# Micromagnetic response function of spin-misalignment SANS

## 1. Premises and conventions

1. Static continuum magnetisation $\mathbf M=M_s\mathbf m(\mathbf r)$, $|\mathbf m|=1$, with uniform $M_s$ and exchange stiffness $A$ (single phase, no pores).
2. Applied field $\mathbf H_0\parallel\mathbf e_z$, strong enough that $|m_x|,|m_y|\ll1$.
3. Unpolarised beam along $\mathbf e_x$, elastic single scattering, small angles: $\mathbf q=q(0,\sin\theta,\cos\theta)$, with $\theta$ measured from the field.
4. Random anisotropy: at fixed $\mathbf q$ the two transverse components of the anisotropy field have equal mean square.

SI units. Fourier convention: $\tilde f(\mathbf q)=\int f\,e^{-i\mathbf q\cdot\mathbf r}d^3r$. With the symmetric convention, $(2\pi)^{-3/2}$ in the transform, every prefactor $1/V$ of a squared transform below becomes $8\pi^3/V$.

## 2. Cross section

Magnetostatics: $\nabla\times\mathbf H_d=0$ makes $\tilde{\mathbf H}_d\parallel\mathbf q$, and $\nabla\cdot(\mathbf H_d+\mathbf M)=0$ fixes its size. For $\mathbf q\neq0$,

$$\tilde{\mathbf H}_d=-\hat{\mathbf q}(\hat{\mathbf q}\cdot\tilde{\mathbf M}),\qquad \tilde{\mathbf B}=\mu_0\tilde{\mathbf M}_\perp,\qquad \tilde{\mathbf M}_\perp=\tilde{\mathbf M}-\hat{\mathbf q}(\hat{\mathbf q}\cdot\tilde{\mathbf M}).\tag{1}$$

The neutron feels $-\boldsymbol\mu_n\cdot\mathbf B$. The Born amplitude is, up to sign, $b_H\,\boldsymbol\sigma_P\cdot\tilde{\mathbf M}_\perp$ with Pauli matrices $\boldsymbol\sigma_P$ and

$$b_H=\frac{m_n|\mu_n|\mu_0}{2\pi\hbar^2}=2.91\times10^{8}\ \mathrm{A^{-1}m^{-1}}$$

for $|\mu_n|\approx1.913\,\mu_N$. Averaging over initial and summing over final spin gives $\tfrac12\mathrm{Tr}[(\boldsymbol\sigma_P\cdot\mathbf a^*)(\boldsymbol\sigma_P\cdot\mathbf a)]=|\mathbf a|^2$. The nuclear–magnetic interference is linear in $\boldsymbol\sigma_P$ and has zero trace. The plane normal to $\mathbf q$ is spanned by $\mathbf e_1=\mathbf e_x$ and $\mathbf e_2=(0,\cos\theta,-\sin\theta)$, so

$$\frac{d\Sigma_M}{d\Omega}=\frac{b_H^2}{V}\left(|\tilde M_x|^2+|\tilde M_y\cos\theta-\tilde M_z\sin\theta|^2\right).\tag{2}$$

## 3. Brown's equations

Energy, with anisotropy density $\omega(\mathbf r,\mathbf m)$:

$$E=\int\left[A(\nabla\mathbf m)^2+\omega-\mu_0M_s\mathbf m\cdot\mathbf H_0-\tfrac12\mu_0M_s\mathbf m\cdot\mathbf H_d\right]d^3r .$$

Vary $\mathbf m$. The exchange term gives $-2A\nabla^2\mathbf m\cdot\delta\mathbf m$ after partial integration (surface terms dropped in the bulk). The self-energy is a quadratic form with a symmetric kernel, so its factor $\tfrac12$ cancels. Thus $\delta E=-\mu_0M_s\int\mathbf H_{\rm eff}\cdot\delta\mathbf m\,d^3r$ with

$$\mathbf H_{\rm eff}=\mathbf H_0+\mathbf H_d+\mathbf H_p+l_M^2\nabla^2\mathbf M,\qquad \mathbf H_p=-\frac{1}{\mu_0M_s}\frac{\partial\omega}{\partial\mathbf m},\qquad l_M^2=\frac{2A}{\mu_0M_s^2}.$$

The constraint allows only $\delta\mathbf m\perp\mathbf m$. Equilibrium therefore requires $\mathbf m\times\mathbf H_{\rm eff}=0$, in components

$$m_zH_{{\rm eff},\alpha}=m_\alpha H_{{\rm eff},z},\qquad\alpha=x,y.\tag{3}$$

## 4. Linearisation

Count $\mathbf H_p$ and $m_\alpha$ as first order.

- $m_z=1-\tfrac12(m_x^2+m_y^2)+\dots$, so $m_z\to1$. With uniform $M_s$, $\tilde M_z(\mathbf q\ne0)$ is second order.
- On the right of (3) $m_\alpha$ is already small, so $H_{{\rm eff},z}$ takes its zeroth-order value, the internal field $H_i=H_0-NM_s$ ($N$: demagnetising factor along $z$). The products $m_\alpha H_{p,z}$ and $m_\alpha\,\delta H_{d,z}$ are dropped.
- $\mathbf H_p$ is evaluated at $\mathbf m=\mathbf e_z$. The correction $(\partial\mathbf H_p/\partial m_\alpha)\,m_\alpha$ is second order. $\mathbf H_p(\mathbf r)$ becomes a field-independent source.

Then $H_iM_\alpha/M_s=H_{d,\alpha}+H_{p,\alpha}+l_M^2\nabla^2M_\alpha$. Transform, insert (1) with $\tilde M_z=0$, and let $t$ denote the $xy$ components:

$$\left[p^{-1}\mathbb 1+\hat{\mathbf q}_t\hat{\mathbf q}_t^{T}\right]\tilde{\mathbf M}_t=\tilde{\mathbf H}_{p,t},\qquad p^{-1}=\frac{H_i}{M_s}+l_M^2q^2 .\tag{4}$$

Factoring out $H_i/M_s$:

$$p=\frac{M_s}{H_i(1+l_H^2q^2)},\qquad l_H=\sqrt{\frac{2A}{\mu_0M_sH_i}} .\tag{5}$$

On the detector plane $\hat{\mathbf q}_t=(0,\sin\theta)$, the matrix in (4) is diagonal, and

$$\tilde M_x=p\tilde H_{p,x},\qquad \tilde M_y=\frac{p\tilde H_{p,y}}{1+p\sin^2\theta}.\tag{6}$$

$p$ is the transverse susceptibility against Zeeman and exchange stiffness. $\tilde M_y$ has a component along $\mathbf q$, creates volume charges and meets the extra stiffness $\sin^2\theta$. $\tilde M_x$ is normal to $\mathbf q$ and creates none.

## 5. Response function

Insert (6) in (2) with $\tilde M_z=0$ and average over the ensemble:

$$\frac{d\Sigma_{SM}}{d\Omega}=\frac{b_H^2}{V}\,p^2\left[\langle|\tilde H_{p,x}|^2\rangle+\frac{\cos^2\theta}{(1+p\sin^2\theta)^2}\langle|\tilde H_{p,y}|^2\rangle\right].\tag{7}$$

No $xy$ cross term occurs, and premise 4 has not been used yet. It now gives each mean square as $\tfrac12\langle|\tilde{\mathbf H}_{p,t}|^2\rangle$:

$$\boxed{\frac{d\Sigma_{SM}}{d\Omega}=S_H\,R_H,\qquad S_H=\frac{b_H^2}{V}\langle|\tilde{\mathbf H}_{p,t}|^2\rangle,\qquad R_H=\frac{p^2}{2}\left[1+\frac{\cos^2\theta}{(1+p\sin^2\theta)^2}\right]}\tag{8}$$

$S_H$ (in cm$^{-1}$sr$^{-1}$) holds the microstructure and is independent of field. $R_H$ is dimensionless and holds $A$, $M_s$, $H_i$. Premise 4 holds, for example, for independent grains $j$ with $\tilde{\mathbf H}_{p,t}=\sum_j\mathbf h_jF_j(\mathbf q)$, when the directions of $\mathbf h_j$ are uniform around $z$ and unrelated to the shape factors $F_j$. If the shapes are isotropic on average, $S_H=S_H(q)$.

Properties:

- $R_H(0)=p^2$ and $R_H(90^\circ)=p^2/2$: the pattern is elongated along the field.
- $p\ll1$: $R_H\to\tfrac12p^2(1+\cos^2\theta)$. $p\gg1$: a spike along $\mathbf H_0$ of width $\sin\theta\sim p^{-1/2}$.
- $ql_H\gg1$: $p\to(l_Mq)^{-2}$, independent of field, and $R_H\propto q^{-4}$.
- Azimuthal average. With $t=\tan\theta$, $\frac2\pi\int_0^{\pi/2}\frac{\cos^2\theta\,d\theta}{(1+p\sin^2\theta)^2}=\frac2\pi\int_0^\infty\frac{dt}{[1+(1+p)t^2]^2}=\frac{1}{2\sqrt{1+p}}$, hence

$$\bar R_H=\frac{p^2}{4}\left[2+\frac1{\sqrt{1+p}}\right].\tag{9}$$

## 6. Dislocation stress as the source

For isotropic magnetostriction $\omega=-\tfrac32\lambda_s\,\mathbf m\cdot\boldsymbol\sigma\cdot\mathbf m$, so at $\mathbf m=\mathbf e_z$

$$H_{p,\alpha}=\kappa\,\sigma_{\alpha z},\qquad\kappa=\frac{3\lambda_s}{\mu_0M_s}.$$

Internal stress obeys $\nabla\cdot\boldsymbol\sigma=0$, so $\tilde{\boldsymbol\sigma}\cdot\mathbf q=0$: the tensor lives in the $\mathbf e_1,\mathbf e_2$ plane. With $\mathbf e_2\cdot\mathbf e_z=-\sin\theta$ and $\mathbf e_2\cdot\mathbf e_y=\cos\theta$,

$$\tilde\sigma_{xz}=-\tilde\sigma_{12}\sin\theta,\qquad\tilde\sigma_{yz}=-\tilde\sigma_{22}\sin\theta\cos\theta.\tag{10}$$

The source is tied to the direction of $\mathbf q$ even for a fully isotropic dislocation array. At $\theta=90^\circ$ only $\tilde H_{p,x}$ survives, and at $\theta=0$ both components vanish. Premise 4 fails. Equation (7) applies, and $p$ is unchanged.

**Spectrum of independent straight lines** (isotropic elasticity: shear modulus $G$, Poisson ratio $\nu$, Burgers vector $b$, line length per volume $\rho$).

A line of length $L\gg1/q$ along $\boldsymbol\xi$ contributes $|\int_0^Le^{-i\mathbf q\cdot\boldsymbol\xi s}ds|^2\to2\pi L\,\delta(\mathbf q\cdot\boldsymbol\xi)$. For isotropic $\boldsymbol\xi$ the cosine $\mu=\hat{\mathbf q}\cdot\boldsymbol\xi$ is uniform on $[-1,1]$, so $\langle\delta(q\mu)\rangle=1/2q$. Independent positions and random signs of $\mathbf b$ remove cross terms between lines. Thus $V^{-1}\langle|\tilde\sigma_{ij}|^2\rangle=(\pi\rho/q)\langle|\tilde\sigma^{2D}_{ij}|^2\rangle$, where the 2D transform is taken normal to the line. Only lines with $\boldsymbol\xi\perp\mathbf q$ count. In the $\mathbf e_1,\mathbf e_2$ basis write $\boldsymbol\xi=(\cos\psi,\sin\psi)$ and $\boldsymbol\eta=(-\sin\psi,\cos\psi)$, $\psi$ uniform.

Use local axes $X,Y\perp\boldsymbol\xi$. From $\nabla^2\ln r=2\pi\delta^{(2)}$ the 2D transform of $\ln r$ is $-2\pi/q^2$.

- Screw: $(\sigma_{X\xi},\sigma_{Y\xi})=\frac{Gb}{2\pi}(-\partial_Y,\partial_X)\ln r$ gives $\tilde{\boldsymbol\sigma}^{2D}=\tau(\boldsymbol\xi\boldsymbol\eta+\boldsymbol\eta\boldsymbol\xi)$ with $|\tau|=Gb/q$. Then $\tilde\sigma_{12}=\tau\cos2\psi$, $\tilde\sigma_{22}=\tau\sin2\psi$.
- Edge, $\mathbf b\parallel X$: $\sigma_{XX}+\sigma_{YY}=-\frac{Gb}{\pi(1-\nu)}\partial_Y\ln r$, and plane strain gives $\sigma_{\xi\xi}=\nu(\sigma_{XX}+\sigma_{YY})$. Equilibrium leaves $\tilde\sigma_{\eta\eta}$ as the only $XY$ component, equal to that trace. So $\tilde{\boldsymbol\sigma}^{2D}=P(\boldsymbol\eta\boldsymbol\eta+\nu\boldsymbol\xi\boldsymbol\xi)$ with $|P|=2Gb|\sin\phi|/[(1-\nu)q]$, $\phi=\angle(\mathbf b,\mathbf q)$, $\langle\sin^2\phi\rangle=\tfrac12$. Then $\tilde\sigma_{12}=-\tfrac12P(1-\nu)\sin2\psi$ and $\tilde\sigma_{22}=P(\cos^2\psi+\nu\sin^2\psi)$.

Define $\langle|\tilde\sigma^{2D}_{ij}|^2\rangle=w_{ij}(Gb/q)^2$ and average over $\psi,\phi$. Screw: $w_{12}=w_{22}=\tfrac12$. Edge: $w_{12}=\tfrac14$, $w_{22}=(3+2\nu+3\nu^2)/[4(1-\nu)^2]$. Equations (7) and (10) give

$$\frac{d\Sigma_{SM}}{d\Omega}=\Sigma_0\,p^2\sin^2\theta\left[w_{12}+\frac{w_{22}\cos^4\theta}{(1+p\sin^2\theta)^2}\right],\qquad\Sigma_0=\frac{\pi\rho\,(b_H\kappa Gb)^2}{q^3}.\tag{11}$$

At $\theta=90^\circ$ both (8) and (11) scale with field as $p^2$. That sector yields $l_H$, and hence $A$, without premise 4.

## 7. Range of validity

- **Small angles.** Parseval's theorem with (6), axial symmetry about $z$, and $1+p\sin^2\theta\ge1$ bound the misalignment for the spectrum of Section 6. With $p/M_s=1/[H_i(1+l_H^2q^2)]$,
$$\langle m_t^2\rangle\le\frac{W\,\pi\rho(\kappa Gb)^2}{2\pi^2H_i^2}\int_{q_0}^\infty\frac{dq}{q(1+l_H^2q^2)^2},\qquad W=\tfrac23w_{12}+\tfrac2{15}w_{22},\tag{12}$$
where $W$ is the solid-angle average of $w_{12}\sin^2\theta+w_{22}\sin^2\theta\cos^2\theta$. The integral equals $\tfrac12[\ln(1+1/u_0)-1/(1+u_0)]$, $u_0=l_H^2q_0^2$. The cut-off $q_0$ stands for mutual screening of the lines. Third-order terms in the intensity vanish by the symmetry $\mathbf b\to-\mathbf b$, so the dropped terms are fourth order in the source, roughly of relative size $\langle m_t^2\rangle$.
- **Uniform $M_s$.** Pores or second phases make $\tilde M_z$ first order. It then drives $\tilde M_y$ through (1) and enters (2), and (8) is incomplete.
- **Equal transverse variances.** Required for (8), not for (7). Texture or mechanical equilibrium breaks it.
- **Wave vectors.** Continuum theory needs $q$ far below the inverse lattice constant and inverse core radius. Equation (11) also needs $q\gg q_0$.
- **Geometry.** $|q_x|/q=q\lambda_n/4\pi\ll1$ for neutron wavelength $\lambda_n$; homogeneous $H_i$ (thin plate, field in plane); no multiple scattering.
- **Background.** Nuclear scattering is independent of field and must be fitted or subtracted. Thermal spin-wave scattering is outside the static theory.

## 8. Illustration: cold-worked Ni at 300 K

Compiled values: spin moment $0.57\,\mu_B$/atom (Ekholm 2018); $C_{11}=248.1$, $C_{12}=154.9$, $C_{44}=124.2$ GPa at room temperature (Blaschke); $T_C=627.5$ K (Pajda 2001), so $T/T_C=0.48$.

Typical or assumed inputs: $a=0.352$ nm, $A=8$ pJ/m, $\lambda_{100}=-46\times10^{-6}$, $\lambda_{111}=-24\times10^{-6}$, $K_1=-5$ kJ/m$^3$, $\rho=4\times10^{14}$ m$^{-2}$ with equal screw and edge shares, $q_0=\rho^{1/2}$, $\lambda_n=0.6$ nm, $q=0.1$ nm$^{-1}$.

**Magnetic scales.** $M_s=4(0.57\mu_B)/a^3=485$ kA/m. The orbital moment and the thermal reduction are left out; each is typically below 10 %, and they have opposite signs. Then $\mu_0M_s=0.609$ T, $l_M=7.36$ nm, $l_M^2q^2=0.541$. From (5), (8), (9):

| $\mu_0H_i$ (T) | $l_H$ (nm) | $p$ | $R_H(0)$ | $R_H(45^\circ)$ | $R_H(90^\circ)$ | $\bar R_H$ |
|---|---|---|---|---|---|---|
| 0.1 | 18.2 | 1.42 | 2.01 | 1.18 | 1.00 | 1.33 |
| 0.3 | 10.5 | 0.968 | 0.936 | 0.574 | 0.468 | 0.635 |
| 1.0 | 5.74 | 0.458 | 0.210 | 0.140 | 0.105 | 0.148 |

From 0.1 to 1 T, $p^2$ falls by a factor 9.6, not 100, because exchange supplies most of the stiffness at 0.1 T.

**Elastic scales.** Voigt: $G_V=(C_{11}-C_{12}+3C_{44})/5=93.2$ GPa. Reuss: $G_R=5(C_{11}-C_{12})C_{44}/[4C_{44}+3(C_{11}-C_{12})]=74.5$ GPa. Their mean is $G=83.9$ GPa. With $B=(C_{11}+2C_{12})/3=186.0$ GPa, $\nu=(3B-2G)/[2(3B+G)]=0.304$. Perfect fcc dislocations have $b=a/\sqrt2=0.249$ nm, so $Gb=20.9$ N/m. The edge value is $w_{22}=2.01$, and the mixture has $w_{12}=0.375$, $w_{22}=1.25$, $W=0.417$.

**Coupling.** Write the cubic energy as $-\tfrac32\mathbf m\cdot(\mathcal L\boldsymbol\sigma)\cdot\mathbf m$. The map $\mathcal L$ multiplies the two diagonal deviatoric stress components by $\lambda_{100}$ and the three shears by $\lambda_{111}$. Its orientation average is $\lambda_s=(2\lambda_{100}+3\lambda_{111})/5=-32.8\times10^{-6}$, so $|\kappa|=161$ A/m per MPa.

**Cross section.** $\Sigma_0=12.1$ cm$^{-1}$sr$^{-1}$, and (11) gives, in cm$^{-1}$sr$^{-1}$:

| $\mu_0H_i$ (T) | $\theta=0$ | $45^\circ$ | $90^\circ$ |
|---|---|---|---|
| 0.1 | 0 | 5.9 | 9.1 |
| 1.0 | 0 | 0.74 | 0.95 |

The pattern is strong normal to the field and has a node along it, where (8) with isotropic $S_H(q)$ has its maximum.

**Sizes of neglected terms.**

- Linearisation at 0.1 T: $q_0=0.02$ nm$^{-1}$, $u_0=0.132$, integral $0.633$, so (12) gives $\langle m_t^2\rangle\le0.030$, an rms angle of at most 0.17 rad.
- Cubic magnetostriction: treat the stress as uncorrelated with the crystal axes and average over grain orientation and over directions of $\mathbf q$. The mean-square source then scales as $(2\lambda_{100}^2+3\lambda_{111}^2)/5$, which exceeds $\lambda_s^2$ by 11 %. This part is not bound by (10). Together with the fourth-order terms it fills the node at $\theta=0$.
- Elastic anisotropy: Zener ratio $2C_{44}/(C_{11}-C_{12})=2.67$ and $(G_V/G_R)^2=1.6$. It changes $\Sigma_0$ and the $w_{ij}$ but leaves (10) intact.
- Crystal anisotropy: its curvature shifts $\mu_0H_i$ grain by grain by up to $2|K_1|/M_s=0.02$ T, a relative change of $p$ of 0.05 at 0.1 T, of either sign. Grains much larger than $1/q$ are assumed, so their own scattering lies mainly at smaller $q$.
- Geometry: $q\lambda_n/4\pi=0.005$. $\lambda_n$ exceeds the Bragg cut-off $2d_{111}=2a/\sqrt3=0.41$ nm, which excludes double Bragg scattering.
- Independence of lines: the mean spacing is $\rho^{-1/2}=50$ nm and $q/q_0=5$, only moderately large. Dipoles and low-energy walls screen the stress and lower the intensity. Pile-ups of like sign raise it.

The value near 9 cm$^{-1}$sr$^{-1}$ at 0.1 T, $q=0.1$ nm$^{-1}$, $\theta=90^\circ$ is the model's. It is linear in the assumed $\rho$ and good to one figure at best. The field ratio 9.6 in that sector depends only on $M_s$ and the assumed $A$.